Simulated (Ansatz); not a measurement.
A series in volume per atom on P2O

Equation of state of a cubic crystal from periodic Kohn-Sham density functional theory without spin; pressure corrected for the finite basis. The results are calculated, by Ansatz 0.2.0 development build.

Cell of the first row (space group Fm-3m, No. 225):
```
CELL_PARAMETERS angstrom
0.00000 2.65930 2.65930
2.65930 0.00000 2.65930
2.65930 2.65930 0.00000
ATOMIC_POSITIONS crystal
P 0.25000 0.25000 0.25000
P 0.75000 0.75000 0.75000
O 0.00000 0.00000 0.00000
```

Settings of every row: formula P2O; structure type antifluorite; functional PBE; spin treatment none; k mesh 18x18x18; occupation method fermi-dirac; occupation width 0.061225619 eV; wave cutoff 420 eV; datasets soft-1 PAW; density cutoff ratio 4.

Limits: a cubic model structure, not a phase known at ambient conditions.

| row | volume per atom (Å³) | energy above lowest point (meV/atom) | pressure (GPa) |
| --- | --- | --- | --- |
| 1 | 12.538 | 17 | 7.082 |
| 2 | 12.805 | 7.39 | 4.511 |
| 3 | 13.071 | 1.84 | 2.18 |
| 4 | 13.338 | 0 | 0.068 |
| 5 | 13.605 | ? | ? |
| 6 | 13.872 | 6.04 | -3.572 |

Question: what energy above lowest point and pressure should row 5 give?

Worked fit of energy above lowest point. Take u = (V_r/V)^(2/3) − 1 with V_r = 13.071 Å³ an atom, which is twice the finite (Eulerian) strain; such expansions in the strain, on which the Birch-Murnaghan equation of state is built, carry the rest volume and the bulk modulus. The shown rows have u = 0.02814, 0.0138, 0, -0.01339, -0.03888. Least squares give energy above lowest point = 1.85 + 267.22 × u + 9643.9 × u² meV/atom; a straight line predicts inner rows, each left out in turn, worse (root mean square 5.2 against 0.017 meV/atom). The rows lie off it by -0.01, 0.02, -0.01, 0.00, 0.00. Its lowest point lies at u = -0.0139, or V = 13.35 Å³ an atom, and the curvature there gives the bulk modulus at fixed shape and fractions, B = (4/9)(1 + u)² E″(u)/V = 100 GPa. The withheld row has u = -0.02634, so the fit gives 1.85 + 267.22 × (-0.02634) + 9643.9 × (-0.02634)² = 1.50 meV/atom.

The calculation gave 1.5 meV/atom. The fit meets it to the printed digit.

Worked fit of pressure. Take u = (V_r/V)^(2/3) − 1 with V_r = 13.071 Å³ an atom, which is twice the finite (Eulerian) strain; such expansions in the strain, on which the Birch-Murnaghan equation of state is built, carry the rest volume and the bulk modulus. The shown rows have u = 0.02814, 0.0138, 0, -0.01339, -0.03888. Least squares give pressure = 2.1823 + 163.172 × u + 390.09 × u² GPa; a straight line predicts inner rows, each left out in turn, worse (root mean square 0.21 against 0.0033 GPa). The rows lie off it by -0.001, 0.003, -0.002, 0.001, 0.000. The pressure vanishes at u = -0.0138, or V = 13.35 Å³ an atom, and there the bulk modulus at fixed shape and fractions is B = −V dP/dV = (2/3)(1 + u) dP/du = 100 GPa. The withheld row has u = -0.02634, so the fit gives 2.1823 + 163.172 × (-0.02634) + 390.09 × (-0.02634)² = -1.845 GPa.

The calculation gave -1.844 GPa. The fit lies 0.001 GPa (0.0094 % of the column's range) below it, one unit of the last digit.
